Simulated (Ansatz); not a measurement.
## Bi2Te3: band gap against volume per atom

Periodic Kohn-Sham DFT of a crystal at fixed atoms; Kohn-Sham levels at symmetry points; band -1 is the highest filled and +1 the lowest empty one at that point, spin up along a +z start moment. The results are calculated, by Ansatz 0.2.0.

Cell of the first row (space group R-3m, No. 166):
```
CELL_PARAMETERS angstrom
2.14820 1.24030 9.95810
-2.14820 1.24030 9.95810
0.00000 -2.48060 9.95810
ATOMIC_POSITIONS crystal
Bi 0.40000 0.40000 0.40000
Bi 0.60000 0.60000 0.60000
Te 0.00000 0.00000 0.00000
Te 0.20950 0.20950 0.20950
Te 0.79050 0.79050 0.79050
```

Settings of every row: method all-electron LAPW; functional PBEsol; relativity scalar; k mesh 7x7x7; filling fermi-dirac; smearing width 0.08 eV; basis error target 1 meV/atom; nucleus gaussian.

Atom start moment: 0 on all atoms.

Limits: a layered crystal: even scaling strains the bonds within the layers, so this curve is stiffer than the crystal under pressure; no spin-orbit coupling on heavy atoms; small gap, it may come from the mesh; semilocal functionals narrow a gap, while the missing spin-orbit coupling can widen it by more in compounds of such heavy elements, so these gaps are no guide to the real ones.

| row | volume per atom (Å³) | band gap (eV) | smallest direct gap on path (eV) |
| --- | --- | --- | --- |
| 1 | 31.839 | 0.197 | 0.197 |
| 2 | 32.517 | 0.212 | 0.212 |
| 3 | 33.194 | 0.226 | 0.226 |
| 4 | 33.533 | 0.232 | 0.232 |
| 5 | 33.871 | 0.238 | 0.238 |
| 6 | 34.21 | 0.244 | 0.244 |
| 7 | 34.549 | 0.249 | 0.249 |
| 8 | 35.226 | ? | ? |
| 9 | 35.904 | 0.269 | 0.269 |

Question: what band gap should row 8 give?

Worked fit of band gap. Take t = volume per atom − 34, in Å³. The shown rows have t = -2.161, -1.483, -0.806, -0.467, -0.129, 0.21, 0.549, 1.904. Least squares give band gap = 0.2403 + 0.01732 × t − 0.00123 × t² eV; a straight line predicts inner rows, each left out in turn, worse (root mean square 0.0016 against 0.00033 eV). All shown rows lie on it to the printed digit. The withheld row has t = 1.226, so the fit gives 0.2403 + 0.01732 × (1.226) − 0.00123 × (1.226)² = 0.260 eV.

The calculation gave 0.26 eV. The fit meets it to the printed digit.

The other values of row 8: smallest direct gap on path 0.26 eV.
